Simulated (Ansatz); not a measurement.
**Isomers of CH11GeNSi2**

2 of its isomers, all singlets with charge 0: A = `C[N]([GeH3])[SiH2][SiH3]`; B = `C[SiH2][N]([SiH3])[GeH3]`.

Shapes, held fixed at every level: PBE0-D4/def2-TZVP. Flexible molecules stand in one conformer, not always the lowest. Programs: Ansatz 0.2.0.

Electronic energies in kJ/mol, without zero-point or thermal terms.

```tsv
level	kind	B − A
HF/def2-SVP	Hartree–Fock	-145.9
SPW92/def2-TZVPP	LDA	-124.4
PBE-D4/def2-TZVPP	GGA	-126.5
PBE0-D4/def2-TZVPP	global hybrid	-135.5
wB97M-V/def2-TZVPP	range-separated hybrid	-153.6
wB97X-V/def2-TZVPP	range-separated hybrid	-143.7
CCSD/def2-SVP	coupled cluster or CI	-132.3
MP2/def2-TZVPP	perturbation theory	-160.2
```

MP2/def2-TZVPP puts B lowest of these. All levels agree on that. The B − A difference spans -160.2 to -124.4 kJ/mol over the levels. Relativity is left out for Ge. Outer-core shells of Ge are correlated, in sets that cover them unevenly.

B lies well below A at every level, so the ordering of these two structures is secure, though the size of the gap is less so. Both isomers keep the Ge–N bond and the same numbers of C–H, Si–H and Ge–H bonds. Formally, going from A to B exchanges a C–N and a Si–Si bond for a Si–N and a Si–C bond. The gain follows from electronegativity: a weak, nonpolar Si–Si contact gives way to bonds in which silicon is attached to more electronegative partners, and Si–N is especially strong and polar. Donation of the nitrogen lone pair into σ* orbitals on the additional silyl group probably helps as well.

In the same small basis, CCSD reduces the Hartree–Fock preference from -145.9 to -132.3 kJ/mol, so correlation there favours A slightly. The larger MP2 value cannot be assigned to its treatment of correlation alone, because the basis changes too. The energy difference gives no barrier for converting A into B, so A could still be kinetically persistent.
